## Question

I relaxed an ordered ZnAg crystal at seven pressures with a density functional (PBEsol). Volume and enthalpy run on smoothly, but at 10 GPa the a edge suddenly grows.

ZnAg, starting from the CuAu (L1_0) structure (P4/mmm; a = 3.003 Å, c = 3.364 Å, 15.17 Å³ per atom at zero pressure), relaxed at each pressure at zero temperature, keeping its symmetry. Ansatz 0.2.0, PBEsol, scalar-relativistic plane-wave PAW, no spin polarisation, cutoff 420 eV, Gaussian smearing 0.1 eV, k mesh 16×16×10 up to 10 GPa, 14×14×14 at 20 GPa. Changes are relative to zero pressure.

```csv
pressure (GPa),volume change (%),enthalpy change (eV/atom),a change (%),c change (%)
-2,1.83,-0.191,0.59,0.65
0,0.00,0.000,0.00,0.00
2,-1.65,0.188,-0.52,-0.61
5,-3.83,0.464,-1.21,-1.46
10,-7.03,0.905,2.59,-11.68
20,-11.80,1.763,-0.41,-11.07
40,-18.41,3.365,-2.96,-13.36
```

1. Do all rows describe the same crystal?
2. Which axis is softer?
3. Why does the volume show no jump?
4. Why is the enthalpy so nearly a straight line, and does it hide anything?
5. Is there a transition between 5 and 10 GPa?
6. Why would the alloy change shape, and would copper in place of zinc matter?
7. Which digits should I distrust?

## Answer

### 1. One crystal or two?

Two. Look at the ratio of the edges, c/a, rather than at each edge alone. It stays near 1.12 from −2 to 5 GPa, drops to 0.96 at 10 GPa and is 1.00 at 20 and 40 GPa. The last two rows are cubes with one element at the corners and the other at the centre, which is the CsCl structure.

Keeping the symmetry doesn't forbid this. A tetragonal cell has two equal edges and a third that is free, so a cube is simply the case in which the third happens to match. The relaxation could reach it by changing lengths alone.

### 2. Which axis is softer?

Only the rows up to 5 GPa can answer, because they share one structure. Between −2 and 5 GPa, a shrinks by 1.8 % and c by 2.1 %, so c is slightly softer. The growth of a at 10 GPa comes with the change of shape. It doesn't mean that either structure expands sideways when squeezed.

### 3. Why no jump in volume?

Each atom's closest neighbours are eight atoms of the other element, along the body diagonals of the cell. When c shortens and a lengthens, the two changes nearly cancel along a diagonal. From 5 to 10 GPa, c loses about 10 % of its zero-pressure length, but the Zn–Ag distance shortens by only 1.4 %, most of which the smaller volume would bring anyway.

Repulsion between close neighbours is one of the things that set how tightly a metal packs. It is therefore plausible that two shapes with almost the same closest contacts have almost the same volume. The table fits this: the shrinkage per GPa falls steadily from step to step, as in any solid that stiffens under pressure, with no visible break at the switch.

### 4. What does the enthalpy hide?

Enthalpy is $H = E + pV$, with $E$ the energy, $p$ the pressure and $V$ the volume. For a relaxed crystal its slope against pressure is simply the volume, $dH/dp = V$. The volume changes slowly, so the curve looks almost straight. At 10 GPa the product $pV$ alone makes up 0.88 of the 0.905 eV per atom.

This also gives a test. As long as the crystal keeps its structure, an enthalpy step should equal the mean volume times the pressure step. From 5 to 10 GPa the mean volume is $(14.58 + 14.10)/2 = 14.34$ Å³ per atom, and 1 eV/Å³ is 160.2 GPa, so

$$\Delta H \approx \frac{14.34 \times 5}{160.2} = 0.448\ \text{eV per atom}.$$

The table has $0.905 - 0.464 = 0.441$ eV. The crystal thus ends up about 7 meV per atom lower than steady compression would have left it, with roughly 1 meV of doubt from rounding. That small drop is the trace of the new structure.

The estimate takes the volume to fall in a straight line within a step, which costs accuracy when steps are long. A single step from −2 to 5 GPa, all in the first structure, is off by only 1 meV. The step from 20 to 40 GPa is off by 5 meV for this reason alone. The output printed below gives the comparison for every step.

### 5. Is that the transition pressure?

No, it is where the relaxation left one structure for the other. The transition lies where the two enthalpies are equal, and the numbers suggest that the cubic-like form had already won at 5 GPa. Suppose that it is at least as compressible between 5 and 10 GPa as between 10 and 20 GPa, which is normal for a solid. Following its enthalpy back to 5 GPa then puts it roughly 4 meV per atom or more below the tetragonal crystal in the table, with about 1 meV of doubt from rounding.

Supercooled water behaves in a similar way: it can stay liquid below its freezing point, and the temperature at which it finally freezes isn't the melting point. The likeness ends there, because water is helped across by thermal motion. The relaxation has none, and the run at 10 GPa began from the shape reached at 5 GPa.

To find the transition, relax both structures at each pressure, on equally fine meshes, and see whether their enthalpies cross. They may not. Since $dH/dp = V$ and the two volumes are almost equal, the difference in enthalpy changes little with pressure, so the cube could well be lower at zero pressure too. The real alloy also has a hexagonal form at low temperature, which this cell can't represent.

### 6. Why the cube, and why zinc?

Silver brings one valence electron and zinc two, which makes three for every two atoms. Alloys with this count often adopt the CsCl structure or its disordered relative; they are known as Hume-Rothery phases. One explanation is that the lattice planes scatter the fastest electrons and push occupied states down in energy. Fewer states then remain at the Fermi level, the top of the filled range.

The calculation gives a hint of this. Its smearing entropy, which grows with the number of states near the Fermi level, is less than half as large at 10 and 20 GPa as at 5 GPa. With so narrow a smearing, though, only a few mesh points count, and part of the fall may come from the mesh. The electron count is also the same at every pressure, so it can favour the cube but can't explain why the relaxation switched where it did. Copper brings one valence electron instead of two, so this particular argument for the cube would lapse.

### 7. Which digits are doubtful?

Distrust the shape at 10 GPa. The calculation samples the electron waves on a mesh, and in that row the mesh points lie 1.7 times as far apart along c as along a. For a nearly cubic crystal, such a mesh treats equal axes unequally and can create a small false stress. Alloys of this type resist stretching along one axis at fixed volume only weakly, so a small false stress could turn a true cube into c/a = 0.96. The run at 20 GPa fits this suspicion: it began from the same shape and, on an even mesh, became a cube, though the pressure had changed too. The mesh is also uneven in the rows up to 5 GPa, so the tetragonal shape itself should be repeated on an even mesh before it counts as a property of the alloy. The runs at 5 and 10 GPa also carry a warning that the cell was close to symmetries that they didn't use.

The enthalpy drop doesn't depend on the 10 GPa row alone. Taken over both steps from 5 to 20 GPa, ending in a row with an even mesh, the estimate still exceeds the table by 6 meV per atom, though the length of the second step may account for part of that. Two effects on the drop weren't tested: the error of the k mesh, which need not be the same for both shapes, and the use of PAW datasets made for PBE, not PBEsol. Read the drop as several meV, and use the edges at 10 GPa only to see that the structure has changed.

Output of the analysis:

```
Shape of the cell:
  row  a in Å  c in Å     c/a  Zn–Ag in Å  volume in Å³ an atom
   -2   3.021   3.386   1.121       2.726                 15.44
    0   3.003   3.364    1.12       2.709                 15.17
    2   2.987   3.343   1.119       2.694                 14.91
    5   2.967   3.315   1.117       2.674                 14.58
   10   3.081   2.971  0.9644       2.637                  14.1
   20   2.991   2.992       1        2.59                 13.38
   40   2.914   2.915       1       2.524                 12.37
Step from the row before:
  row  shrinkage in % per GPa  enthalpy step in eV an atom  mean volume times pressure step in eV an atom  estimate less table in meV an atom
    0                   0.915                        0.191                                          0.191                             0.03938
    2                   0.825                        0.188                                         0.1877                             -0.2546
    5                  0.7267                        0.276                                         0.2762                              0.1803
   10                    0.64                        0.441                                         0.4476                                6.57
   20                   0.477                        0.858                                         0.8574                             -0.5803
   40                  0.3305                        1.602                                          1.607                               5.124
Shrinkage of a from -2 to 5 GPa in %: 1.8
Shrinkage of c from -2 to 5 GPa in %: 2.11
Ratio of these shrinkages, c over a: 1.172
Change of a from 5 to 10 GPa in % of the given a: 3.8
Change of c from 5 to 10 GPa in % of the given c: -10.22
Change of Zn–Ag distance from 5 to 10 GPa in %: -1.375
Slope of enthalpy at zero pressure in eV an atom per GPa: 0.09465
pV at 10 GPa in eV an atom: 0.88
pV at 40 GPa in eV an atom: 3.089
Control, one step from -2 to 5 GPa, estimate less table in meV an atom: 0.9495
Two steps from 5 to 20 GPa, estimate less table in meV an atom: 5.989
Least lead of the cubic-like form at 5 GPa in meV an atom: 4.641
Spacing of k points along c over that along a at 10 GPa: 1.659
Smearing entropy term at 5 GPa over that at 10 GPa: 2.522
Smearing entropy term at 5 GPa over that at 20 GPa: 2.156
```
